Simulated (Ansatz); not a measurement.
**Mixing La and Bi in the structure of LaCu3Ni2**

All numbers are calculated (PBEsol, no spin polarisation, no spin-orbit coupling; Ansatz, PAW set soft_2, 420 eV, k-mesh 4×4×4), not measured.

End member LaCu3Ni2, relaxed:

```
Cu La Ni
1.0
    -4.96673    0.00000    4.02850
     4.96673    0.00000    4.02850
     0.00000    8.60262    0.00000
Cu La Ni
12 4 8
Direct
  0.00000 0.50000 0.00000
  0.50000 0.00000 0.00000
  0.75000 0.75000 0.50000
  0.25000 0.25000 0.50000
  0.37500 0.12500 0.25000
  0.87500 0.62500 0.25000
  0.12500 0.37500 0.75000
  0.62500 0.87500 0.75000
  0.12500 0.37500 0.25000
  0.62500 0.87500 0.25000
  0.87500 0.62500 0.75000
  0.37500 0.12500 0.75000
  0.00000 0.00000 0.00000
  0.50000 0.50000 0.00000
  0.75000 0.25000 0.50000
  0.25000 0.75000 0.50000
  0.00000 0.00000 0.33333
  0.50000 0.50000 0.33333
  0.75000 0.25000 0.83333
  0.25000 0.75000 0.83333
  0.75000 0.25000 0.16667
  0.25000 0.75000 0.16667
  0.50000 0.50000 0.66667
  0.00000 0.00000 0.66667
```

The end members, relaxed in this structure: La: 14.34 Å³ an atom; Bi: 13.73 Å³ an atom. The 4 La sites of a small cell are then shared in one or more ways, and cell and atoms relax.

Q: What does mixing cost, and does the volume follow the mean of the end members?

A: 

```csv
sites taken,mixing energy (meV a mixed site),volume (Å³ an atom),volume over the mean of the ends (%)
"1 La, 3 Bi",-26,13.89,0.1
"3 La, 1 Bi",-51,14.20,0.1
"2 La, 2 Bi",-54,14.07,0.3
```

Every mixed cell lies below the line between these two end members. The end members were relaxed in their own small cells and meshes; in the cell and mesh used here they stand at 0.03 and 0.15 GPa, the mixed cells at up to 0.11 GPa, so excess volumes under about 1 % aren't settled.

One relaxed mixed cell (LaCu12Ni8Bi3):

```
mixed
1.0
    -4.8695    0.0000    4.0762
     4.8699   -0.0003    4.0767
    -0.0003    8.3972   -0.0003
Cu La Bi Ni
12 1 3 8
Direct
  0.9986 0.4998 0.0005
  0.4990 0.0002 0.0005
  0.7498 0.7518 0.5005
  0.2473 0.2483 0.5005
  0.3727 0.1231 0.2511
  0.8756 0.6262 0.2512
  0.1228 0.3738 0.7502
  0.6250 0.8758 0.7505
  0.1228 0.3734 0.2507
  0.6254 0.8759 0.2505
  0.8753 0.6262 0.7499
  0.3727 0.1234 0.7500
  0.9991 0.0000 0.0006
  0.4991 0.4997 0.0001
  0.7508 0.2485 0.5003
  0.2467 0.7512 0.5004
  0.9986 0.0000 0.3341
  0.4989 0.4997 0.3401
  0.7444 0.2544 0.8313
  0.2533 0.7453 0.8319
  0.7441 0.2546 0.1694
  0.2541 0.7448 0.1689
  0.4990 0.4997 0.6604
  0.9986 0.0001 0.6670
```

Caveats: a metal with Cr, Mn, Fe, Co or Ni was run without spin, and may be magnetic; a small cell repeats its arrangement periodically, so this isn't a truly random crystal; the end members kept the symmetry of the structure while the mixed cells were free to distort, which can lower these; an end member made by putting another element on the site need not exist, and other phases weren't compared.

Mixing La and Bi is favourable relative to the two end members, but not symmetrically. One Bi among three La gains nearly as much as the equal mixture, while the Bi-rich cell gains only 26 meV a mixed site. That puts it practically on the line between the equal mixture and the Bi end member, so the energies give no clear preference for a uniform Bi-rich solution over separation into those two.

A likely electronic contribution is the contrast between electropositive La, which gives up its valence electrons readily, and Bi, which holds its 6s and 6p electrons more tightly. Local relaxation around unlike atoms may contribute as well, and the energies alone don't separate the two.

The volume follows the mean of the end members within the resolution, yet the size effect is not isotropic. Compared with the La end member, the Bi-rich cell is shorter within the La/Bi–Ni layers and slightly longer along their stacking direction, which a volume average hides.
